Which electrons of SrNb₂P₂ lie in the four deepest energy bins of this density of states, and how many are there? The rest of the spectrum, the atoms' electron count, one short distance in the crystal and two rough values from outside the run allow a forecast.

Density of states of SrNb₂P₂ in an unrelaxed five-atom cell, computed with Ansatz 0.2.0 using r2SCAN, plane waves to 500 eV and generated PAW datasets, scalar-relativistic with collinear spin. The k-mesh is 6×6×6, with Fermi-Dirac filling of width 0.1 eV. Values are tetrahedron-method means over 0.5 eV bins, with projections summed over each element's atoms.

```
bin centre from the Fermi level (eV)  total (states/eV/cell)  on Nb d (states/eV/cell)  on P p (states/eV/cell)  on P s (states/eV/cell)  on Nb s (states/eV/cell)
                              -11.28                       ?                         ?                        ?                        ?                         ?
                              -10.78                       ?                         ?                        ?                        ?                         ?
                              -10.28                       ?                         ?                        ?                        ?                         ?
                               -9.78                       ?                         ?                        ?                        ?                         ?
                               -9.28                    0.00                      0.00                     0.00                     0.00                      0.00
                               -8.78                    0.00                      0.00                     0.00                     0.00                      0.00
                               -8.28                    0.00                      0.00                     0.00                     0.00                      0.00
                               -7.78                    0.00                      0.00                     0.00                     0.00                      0.00
                               -7.28                    0.00                      0.00                     0.00                     0.00                      0.00
                               -6.78                    0.31                      0.07                     0.19                     0.00                      0.04
                               -6.28                    1.47                      0.33                     0.90                     0.01                      0.17
                               -5.78                    2.76                      0.57                     1.70                     0.02                      0.29
                               -5.28                    3.07                      0.75                     1.92                     0.03                      0.19
                               -4.78                    4.15                      1.10                     2.74                     0.02                      0.12
                               -4.28                    1.30                      0.36                     0.82                     0.01                      0.06
                               -3.77                    3.00                      0.95                     1.71                     0.02                      0.21
                               -3.27                    2.99                      1.10                     1.65                     0.03                      0.09
                               -2.77                    1.58                      0.91                     0.56                     0.04                      0.01
                               -2.27                    3.68                      2.44                     0.62                     0.15                      0.02
                               -1.77                    2.48                      1.74                     0.42                     0.09                      0.02
                               -1.27                    3.57                      2.76                     0.37                     0.04                      0.05
                               -0.78                    3.88                      3.06                     0.26                     0.06                      0.08
                               -0.28                    1.61                      1.25                     0.07                     0.01                      0.04
                                0.23                    2.60                      2.08                     0.07                     0.06                      0.03
                                0.72                    3.68                      2.92                     0.14                     0.07                      0.05
                                1.23                    4.11                      2.84                     0.22                     0.07                      0.28
                                1.73                    2.74                      1.82                     0.24                     0.06                      0.11
                                2.23                    2.64                      1.48                     0.40                     0.06                      0.10
```

Each entry under "total" is the number of states per electronvolt in one cell, with both spins counted. Multiplied by the bin width of 0.5 eV, it gives the electrons that the bin can hold. The other columns tell how much of the total sits in a given atomic orbital: on Nb d, on P p, on P s or on Nb s.

**From -9.28 to -7.28 eV** the bins are empty. Whatever lies deeper therefore belongs to a separate group of states. This gap also sets a ceiling for the forecast, since a deeper band can't reach up into it.

**From -6.78 to -3.27 eV** the P p share is the largest in every bin, with Nb d mixed in throughout. The stretch holds about 9.5 electrons. That is close to the ten p electrons of a bonded P₂ unit that has taken up four electrons from the metals. The count is a formal one, because part of the weight sits on niobium.

**From -2.77 eV upwards** Nb d takes the lead and keeps it to the end of the table. It makes up about four fifths of the total in the two bins beside the Fermi level, so the states at the Fermi level of this metal are mainly niobium's.

Up to the Fermi level the known bins hold about 18 of the cell's 46 valence electrons. The other 28 match closed inner shells of strontium (8) and niobium (16), plus four P 3s electrons. The inner metal shells lie much deeper, so the four withheld bins can hardly receive anything but P 3s.

Where the 3s electrons lie depends on two things. In a free phosphorus atom the 3s level lies well below 3p, and in the crystal it should keep roughly that distance. Each phosphorus atom also has one close phosphorus neighbour. Their two 3s orbitals overlap and form a pair of levels: a bonding one, pushed down, and an antibonding one, pushed up by a similar amount. The shorter the contact, the wider the pair is split.

The upper level of the pair is then estimated as

$$E \approx E_p - \Delta + V, \qquad V \approx 1.3\,\frac{\hbar^2}{m d^2}$$

Here $E_p$ is the centre of the occupied P p weight, $\Delta$ the atomic distance between 3s and 3p, $d$ the P–P distance, here 2.237 Å, and $m$ the electron mass. The factor 1.3 is a rough rule-of-thumb value for two overlapping s orbitals. The known bins give $E_p = -4.3$ eV, and $\Delta$ is roughly 8.3 eV. With $\hbar^2/m \approx 7.6$ eV Å² and $d^2 \approx 5.0$ Å², $V$ is 1.3 × 7.6/5.0 ≈ 2.0 eV. The level falls at -4.3 - 8.3 + 2.0 = -10.6 eV, and its bonding partner near -14.6 eV, below the table. The distance comes from an unrelaxed cell with swapped elements, so the estimate holds for this cell and not necessarily for the real compound.

There is one P₂ unit per cell, so the upper level holds two electrons. I spread them evenly over 1.5 eV, a guessed width. The error bars combine two changes: a band 0.8 eV lower, since the gap leaves little room for a higher one, and a band only 1.0 eV wide. No value can fall below zero.

| Bin (eV) | Forecast total | Forecast on P s |
|---|---|---|
| -11.28 | 0.9 ± 0.7 | 0.7 ± 0.6 |
| -10.78 | 1.3 ± 0.8 | 1.1 ± 0.6 |
| -10.28 | 1.3 ± 1.4 | 1.1 ± 1.1 |
| -9.78 | 0.5 ± 0.6 | 0.4 ± 0.5 |

Together the four bins should hold about 2 electrons (1.2 to 2.1), and not 4. The shares are guesses: 0.8 ± 0.1 of the total on P s, and 0.05 ± 0.05 each on Nb d, P p and Nb s. If the P–P contact didn't split the 3s levels, both would lie near -12.6 eV, and at the assumed width all four bins would be empty.

The withheld rows as computed:

```
bin centre from the Fermi level (eV)  total (states/eV/cell)  on Nb d (states/eV/cell)  on P p (states/eV/cell)  on P s (states/eV/cell)  on Nb s (states/eV/cell)
                              -11.28                    0.00                      0.00                     0.00                     0.00                      0.00
                              -10.78                    0.99                      0.12                     0.11                     0.52                      0.21
                              -10.28                    3.01                      0.54                     0.32                     1.84                      0.23
                               -9.78                    0.00                      0.00                     0.00                     0.00                      0.00
```

**The count is right.** The two filled bins hold 0.5 × (0.99 + 3.01) = 2.00 electrons, with empty bins on both sides. One 3s band thus stands apart from the other, as the splitting requires. That it is the antibonding one is an inference from theory, since a density of states doesn't show the phases of the orbitals.

**The position is close.** Weighting the two filled bins by their totals puts the band at (0.99 × -10.78 + 3.01 × -10.28)/4.00 ≈ -10.4 eV, about 0.2 eV above the estimate. This supports the sum of the three terms, not each term alone, and part of the agreement may come from errors that cancel. $E_p$ leaves out the P p weight above the Fermi level, which makes the estimate too low. The formula also leaves out the mixing of 3s with higher orbitals. That mixing pushes the level down, so leaving it out makes the estimate too high.

**The width is wrong.** The forecasts for -10.78 and -9.78 eV hold within their error bars, but the total at -11.28 eV is zero and the one at -10.28 eV exceeds its range. The whole band fits into 1.0 eV, and the bins would allow it to be narrower still. A band gets its width from electrons passing between P₂ units. Apart from its partner, a phosphorus atom has its nearest phosphorus neighbours some 4 Å away, so direct passage should be weak, and the assumed 1.5 eV made too little of that. A route through niobium remains open. The band also lies slightly higher than estimated. Moving it up at the assumed width would improve only the forecast at -11.28 eV; the high value at -10.28 eV calls for a narrower band as well.

**The character is wrong too.** P s holds only 0.59 of the weight, well short of the forecast. Nb d has 0.17, clearly above its range, while P p and Nb s, at 0.11 each, end just above theirs. By single bins, the P s forecast fails only at -11.28 eV.

The model treats the 3s electrons as a private matter of the phosphorus pair, and the computed shares speak against this, though a projection on niobium can also catch the tails of phosphorus orbitals. Bonding theory offers a reason. In the antibonding level, 3s mixes with the 3p orbital along the P–P axis, and the electron cloud shifts to the outer ends of the pair. There each phosphorus atom faces niobium, at 2.52 Å, and the outward lobe overlaps with Nb d and Nb s. On this view the level resembles a lone pair, shared between the two outer ends, that also binds to the metal.

The printed output below lists the forecasts, the error bars of the totals and the misses; the model takes only the P p centre from the known bins, and the four forecast bins played no part in it.

The analysis program printed:

```
electrons from -7 eV to the Fermi level, known rows: 17.93
electrons left for deeper states, of 46: 28.07
electrons in the bins from -6.78 to -3.27 eV: 9.525
centre of occupied P p weight, eV: -4.289
shift V of the P 3s levels by the P-P contact, eV: 1.98
estimated centre of the antibonding P 3s band, eV: -10.61
estimated centre of its bonding partner, eV: -14.57
estimated centre of unsplit P 3s levels (rival), eV: -12.59
forecast total in the bins -11.28 to -9.78, states/eV/cell: 0.8788, 1.333, 1.333, 0.4545
error bar of these forecasts, states/eV/cell: 0.7217, 0.7509, 1.378, 0.6428
computed total in these bins, states/eV/cell: 0, 0.99, 3.01, 0
computed less forecast total, states/eV/cell: -0.8788, -0.3433, 1.677, -0.4545
forecast on P s in these bins, states/eV/cell: 0.7031, 1.067, 1.067, 0.3636
computed less forecast on P s, states/eV/cell: -0.7031, -0.5467, 0.7733, -0.3636
highest mean P s share left for the two s bands: 0.8938
computed electrons in the four withheld bins: 2
computed P s share of the four bins: 0.59
computed Nb d share of the four bins: 0.165
computed P p share of the four bins: 0.1075
computed Nb s share of the four bins: 0.11
```
